## Worked problem: oxygen and carbon potentials of the graphite–CO–CO₂ buffer

### Statement

An ideal CO–CO₂ gas at total pressure $P$ is in contact with graphite between 800 and 1400 K. The standard states are the pure ideal gas at $p^\circ=1$ bar and the pure solid at 1 bar, both at the temperature $T$. Energies are per formula unit as written, with $k_B=8.617\times10^{-5}$ eV/K. Take these approximate linear forms $\Delta G^\circ=A+BT$, and assume an uncertainty of about 0.01 eV for the three gases.

| reaction | $A$ (eV) | $B$ (meV/K) |
|---|---|---|
| C + ½O₂ → CO | −1.165 | −0.910 |
| C + O₂ → CO₂ | −4.091 | −0.011 |
| H₂ + ½O₂ → H₂O(g) | −2.572 | +0.577 |
| Co + ½O₂ → CoO | −2.42 | +0.74 |
| ½Si + ½O₂ → ½SiO₂ | −4.70 | +0.91 |
| Si + C → SiC | −0.76 | +0.08 |

The compiled lattice constants of AB graphite (hexagonal cell, four atoms) are $a=2.461$ Å (300 K, Wikipedia) and $c=6.7076$ Å (297 K, Lebedeva 2016).

(a) Show that graphite saturation gives the lowest oxygen pressure of a stable C–O gas at given $T$ and $P$.
(b) At $P=1$ bar and 800, 1000, 1200 and 1400 K, find the saturated gas, its oxygen potential, and the H₂O/H₂ ratio of equal oxygen potential.
(c) Find the temperature below which an equimolar CO–CO₂ feed at 1 bar can deposit graphite.
(d) Decide whether CoO and SiO₂ are stable in the buffer at 1 bar, and find the pressure at which SiO₂ gives way to SiC at 1400 K.

### Solution

**Potentials of a gas mixture.** Define, per atom,
$$\Delta\mu_{\rm O}=\tfrac12k_BT\ln\frac{p_{\rm O_2}}{p^\circ},\qquad \Delta\mu_{\rm C}=k_BT\ln a_{\rm C}.$$
The zeros are O₂ gas and graphite at 1 bar and the same $T$. For an ideal gas $\mu_i=\mu_i^\circ+k_BT\ln(p_i/p^\circ)$, and $\sum_i\nu_i\mu_i=0$ gives the mass-action law with $K=e^{-\Delta G^\circ/k_BT}$. For CO + ½O₂ → CO₂ ($K_1$), H₂ + ½O₂ → H₂O ($K_2$) and the Boudouard reaction C + CO₂ → 2CO ($K_B$),
$$\frac{p_{\rm O_2}}{p^\circ}=\left(\frac{p_{\rm CO_2}}{K_1p_{\rm CO}}\right)^2=\left(\frac{p_{\rm H_2O}}{K_2\,p_{\rm H_2}}\right)^2,\qquad a_{\rm C}=\frac{p_{\rm CO}^2}{K_B\,p_{\rm CO_2}\,p^\circ}.\tag{1}$$
The middle form applies to an H₂–H₂O gas of the same oxygen potential. Combining rows of the data table,
$$\Delta G_1^\circ=\Delta G^\circ_{\rm CO_2}-\Delta G^\circ_{\rm CO}=-2.926\ {\rm eV}+(0.899\ {\rm meV/K})\,T,$$
$$\Delta G_B^\circ=2\Delta G^\circ_{\rm CO}-\Delta G^\circ_{\rm CO_2}=+1.761\ {\rm eV}-(1.809\ {\rm meV/K})\,T,$$
and $\Delta G_2^\circ$ is the third row. $K_B$ passes through 1 at 973 K.

**(a) The saturation limit.** Let $r=p_{\rm CO_2}/p_{\rm CO}$ and $p_{\rm CO}+p_{\rm CO_2}=P$, which neglects $p_{\rm O_2}$ in the sum. Then $p_{\rm CO}=P/(1+r)$ and $p_{\rm CO_2}=Pr/(1+r)$, and (1) becomes
$$\Delta\mu_{\rm O}=\Delta G_1^\circ+k_BT\ln r,\qquad a_{\rm C}=\frac{P/p^\circ}{K_B\,r(1+r)}.\tag{2}$$
Lowering $r$ lowers the oxygen potential and raises the carbon activity, both monotonically. A gas with $a_{\rm C}>1$ lowers its Gibbs energy by 2CO → C + CO₂, which raises $r$. Stability against graphite therefore requires $r\ge r^*$, where $r^*(1+r^*)=P/(K_Bp^\circ)$. The positive root, with $p^*_{\rm CO}=K_Bp^\circ r^*$ from (1) at $a_{\rm C}=1$, is
$$r^*=\tfrac12\left[\sqrt{1+\frac{4P}{K_Bp^\circ}}-1\right],\qquad p^*_{\rm CO}=\frac{K_Bp^\circ}{2}\left[\sqrt{1+\frac{4P}{K_Bp^\circ}}-1\right].\tag{3}$$
The floor is $p^*_{\rm O_2}=p^\circ(r^*/K_1)^2$. Two components in two phases leave two degrees of freedom, so $T$ and $P$ fix the gas completely, and the assembly acts as a buffer. The floor holds for the stated $T$ and $P$, and in equilibrium only.

On the floor both formation reactions are in equilibrium, which gives two equivalent forms:
$$\Delta\mu^*_{\rm O}=\Delta G^\circ_{\rm CO}+k_BT\ln\frac{p^*_{\rm CO}}{p^\circ}=\tfrac12\Delta G^\circ_{\rm CO_2}+\tfrac12k_BT\ln\frac{p^*_{\rm CO_2}}{p^\circ}.\tag{4}$$
For $K_Bp^\circ\gg P$ the gas is nearly pure CO and $p^*_{\rm O_2}\propto P^2$. For $K_Bp^\circ\ll P$ it is nearly pure CO₂ and $p^*_{\rm O_2}\propto P$.

Setting $a_{\rm C}=1$ for graphite is exact at $P=p^\circ$. At other pressures $\Delta\mu_{\rm C}=v(P-p^\circ)$, with the volume per atom
$$v=\tfrac14\cdot\tfrac{\sqrt3}{2}a^2c=8.80\ \text{Å}^3,$$
which amounts to 5.5 μeV per bar. This is more than three orders of magnitude below the uncertainty of the data, and the thermal expansion of the cell, typically a few per cent in this range, does not change that.

**(b) Numbers at 1 bar.** At 1000 K, with guard digits kept in the intermediate steps, $k_BT=0.08617$ eV and $\Delta G_B^\circ=-0.048$ eV, so $K_B=e^{0.557}=1.745$. From (3),
$$r^*=\tfrac12\left[\sqrt{1+4/1.745}-1\right]=0.407,$$
$$p^*_{\rm CO}=\frac{1\ {\rm bar}}{1+r^*}=0.711\ {\rm bar},\qquad p^*_{\rm CO_2}=0.289\ {\rm bar}.$$
With $\Delta G^\circ_1=-2.027$ eV, $K_1=e^{23.52}=1.64\times10^{10}$, and
$$p^*_{\rm O_2}=\left(\frac{0.407}{1.64\times10^{10}}\right)^2{\rm bar}=6\times10^{-22}\ {\rm bar},$$
$$\Delta\mu^*_{\rm O}=-2.027\ {\rm eV}-0.077\ {\rm eV}=-2.104\ {\rm eV}.$$
From (1), $p_{\rm H_2O}/p_{\rm H_2}=\exp[(\Delta\mu_{\rm O}-\Delta G_2^\circ)/k_BT]$. With $\Delta G^\circ_2=-1.995$ eV the matching ratio is 0.28. The same steps, with unrounded intermediates, give:

| $T$ (K) | $\Delta G_B^\circ$ (eV) | $\log_{10}K_B$ | $p^*_{\rm CO}$ (bar) | $p^*_{\rm CO_2}$ (bar) | $\Delta\mu^*_{\rm O}$ (eV) | $\log_{10}(p^*_{\rm O_2}/p^\circ)$ | $p_{\rm H_2O}/p_{\rm H_2}$ |
|---|---|---|---|---|---|---|---|
| 800 | +0.314 | −1.98 | 0.098 | 0.90 | −2.05 | −25.9 | 2.3 |
| 1000 | −0.048 | 0.24 | 0.71 | 0.29 | −2.10 | −21.2 | 0.28 |
| 1200 | −0.410 | 1.72 | 0.98 | 0.018 | −2.26 | −19.0 | 0.026 |
| 1400 | −0.772 | 2.78 | 0.998 | 0.0017 | −2.44 | −17.6 | 0.0037 |

The oxygen pressure never reaches $10^{-17}$ bar, which justifies leaving it out of the pressure sum. It rises with $T$ while $\Delta\mu^*_{\rm O}$ falls, because $\ln p^*_{\rm O_2}$ carries the factor $1/k_BT$. The fall of $\Delta\mu_{\rm O}^*$ is monotonic: in the second form of (4), $\Delta G^\circ_{\rm CO_2}$ decreases with $T$, and $\ln(p^*_{\rm CO_2}/p^\circ)$ is negative and grows in magnitude as $K_B$ rises. At 1000 K a shift of 0.01 eV changes an equilibrium constant by 12 per cent, and the same shift in $\Delta\mu_{\rm O}$ moves $\log_{10}p_{\rm O_2}$ by 0.10. This sets the figures kept in the table. An H₂–H₂O gas contains no carbon and has no such floor. At 800 K hydrogen with a comparable amount of steam is already more reducing than any stable CO–CO₂ gas at 1 bar, while at 1400 K it must hold less than 0.4 per cent water.

**(c) Equimolar feed.** For $r=1$ and $P=p^\circ$, (2) gives $a_{\rm C}=1/(2K_B)$ and $\Delta\mu_{\rm O}=\Delta G^\circ_1$. Saturation needs $K_B=\tfrac12$, that is $\Delta G_B^\circ=k_BT\ln2$:
$$T_{\rm sat}=\frac{1.761\ {\rm eV}}{1.809\ {\rm meV/K}+k_B\ln2}=\frac{1.761\ {\rm eV}}{1.869\ {\rm meV/K}}=942\ {\rm K},$$
which shifts by 5 K for 0.01 eV in $\Delta G^\circ_B$. At 1000 K the feed has $a_{\rm C}=0.29$, $\Delta\mu_{\rm C}=-0.11$ eV and $\Delta\mu_{\rm O}=-2.03$ eV, above the floor, so it gasifies graphite. At 800 K it has $a_{\rm C}=47$, $\Delta\mu_{\rm C}=+0.27$ eV and $\Delta\mu_{\rm O}=-2.21$ eV, below the floor of −2.05 eV. Such a gas is metastable. It keeps that oxygen potential only while carbon deposition is slow, as it typically is at this temperature without a catalytic metal surface.

**(d) A wiring metal and a dielectric.** With pure solids, an oxide is stable when $\Delta\mu_{\rm O}$ lies above its decomposition boundary. Cobalt is taken as the pure metal, with dissolved carbon ignored and no stable carbide. The Co/CoO boundary is the fourth row, running from −1.83 eV at 800 K to −1.38 eV at 1400 K. It rises while the floor falls, and it already lies above the floor at 800 K, so the buffer reduces CoO over the whole range.

For silicon at $a_{\rm C}=1$ the competing phase is SiC, since its formation energy is negative. Equilibrium of SiO₂ + C → SiC + O₂ gives
$$\Delta\mu_{\rm O}^{\rm SiC}=\Delta G^\circ_{\frac12{\rm SiO_2}}-\tfrac12\Delta G^\circ_{\rm SiC}=-4.32\ {\rm eV}+(0.87\ {\rm meV/K})\,T,$$
which is −3.62 eV at 800 K and −3.10 eV at 1400 K. The floor at 1 bar stays above this line, and the smallest gap, at 1400 K, is 0.66 eV per O atom. No stable CO–CO₂ gas at 1 bar converts SiO₂ to SiC in this range: a gas above the floor has higher $\Delta\mu_{\rm O}$ and lower $a_{\rm C}$, and both favour the oxide.

Lowering the combined pressure of CO and CO₂, by pumping or by an inert diluent, lowers the floor. At 1400 K, $k_BT=0.1206$ eV, $\Delta G^\circ_{\rm CO}=-2.439$ eV and $p^*_{\rm CO}\simeq P$. For $P=0.01$ bar the first form of (4) gives $\Delta\mu^*_{\rm O}=-2.99$ eV and $\log_{10}(p^*_{\rm O_2}/p^\circ)=-21.6$, four decades below the value at 1 bar, as the $P^2$ law requires. The floor meets the SiC boundary at
$$P=p^\circ\exp\left[\frac{-3.102\ {\rm eV}+2.439\ {\rm eV}}{0.1206\ {\rm eV}}\right]=4\times10^{-3}\ {\rm bar}.$$
This is the model's value for pure bulk phases, with $P$ counting CO and CO₂ only. The data for the solids are given to two decimals, which supports one figure. Below this pressure graphite, SiO₂ and the gas cannot coexist stably at 1400 K, and SiC takes the place of whichever solid is used up first.